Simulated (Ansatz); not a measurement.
**A correction line for wB97M-V/def2-TZVPP: atomisation energy**

The atomisation energy (no zero-point term) in kJ/mol of 6 P-containing molecules: x at wB97M-V/def2-TZVPP, y at CCSD(T)/CBS estimate. Shapes, held fixed at every level: PBE0-D4/def2-TZVP. Flexible molecules stand in one conformer, not always the lowest. Programs: Ansatz 0.2.0.

| molecule | x (kJ/mol) | y (kJ/mol) |
| --- | --- | --- |
| P(CH3)3 (trimethylphosphine) | 4790 | 4761 |
| BH(CH3)2(PH3) | 4832 | 4796 |
| P(CH3)3S (trimethylphosphine sulfide) | 5159 | 5129 |
| C4H11P (SMILES C=P(C)(C)C) | 5911 | 5881 |
| P(BH3)(CH3)3 | 6148 | ? |
| C10H23P (SMILES CCP(C(C)(C)C)C(C)(C)C) | 13409 | 13359 |

Task: Fit y = c + s·x to the known rows and predict y for P(BH3)(CH3)3.

Result: 
1. Means of the 5 rows: x = 6820.20, y = 6785.2.
2. Σ(Δx)² = 55073167, Σ(Δx·Δy) = 54951290, so the slope is 54951290/55073167 = 0.99779.
3. Intercept: 6785.2 − (0.99779) × 6820.20 = -19.9. The largest residual of the fit is 5.4.
4. P(BH3)(CH3)3: -19.9 + 0.99779 × 6148 = 6115 kJ/mol.

CCSD(T)/CBS estimate gives 6104 kJ/mol, so the prediction is off by +11 kJ/mol, more than the largest residual. Uncorrected, wB97M-V/def2-TZVPP misses it by +44 kJ/mol, and the other rows by 35 on average. The line removes about 80 % of this miss. C10H23P lies far out in x and weighs most in the slope. Left out in turn, the other rows are missed by 10 kJ/mol on average, so much of the error is systematic among these molecules. The CBS estimate extrapolates MP2 from def2-TZVPP and def2-QZVPP and adds CCSD(T) − MP2 in the triple-zeta set, cores frozen.

wB97M-V gives larger atomisation energies than the reference for every molecule, but the excess follows composition more than total energy. Adding sulfur or a methylene group to trimethylphosphine hardly changes it, whereas adding BH3 raises it from 29 to 44 kJ/mol. The other borane adduct, BH(CH3)2(PH3), also has the largest residual of the fit, 5.4 kJ/mol, with the same sign as the failed prediction. This suggests a boron-specific contribution that a line in total energy cannot represent. It may come from the boron atom, its covalent bonds or the dative P–B bond, in which the phosphorus lone pair fills the empty boron p orbital; atomisation energies alone don't separate these.

The intercept is likewise not a physical limit, since the error must vanish when there are no bonds; it probably absorbs a contribution from the one phosphorus atom that all the molecules share. Nor is the whole offset necessarily the functional's error, because core-valence correlation, absent from the reference, usually strengthens binding in such molecules.
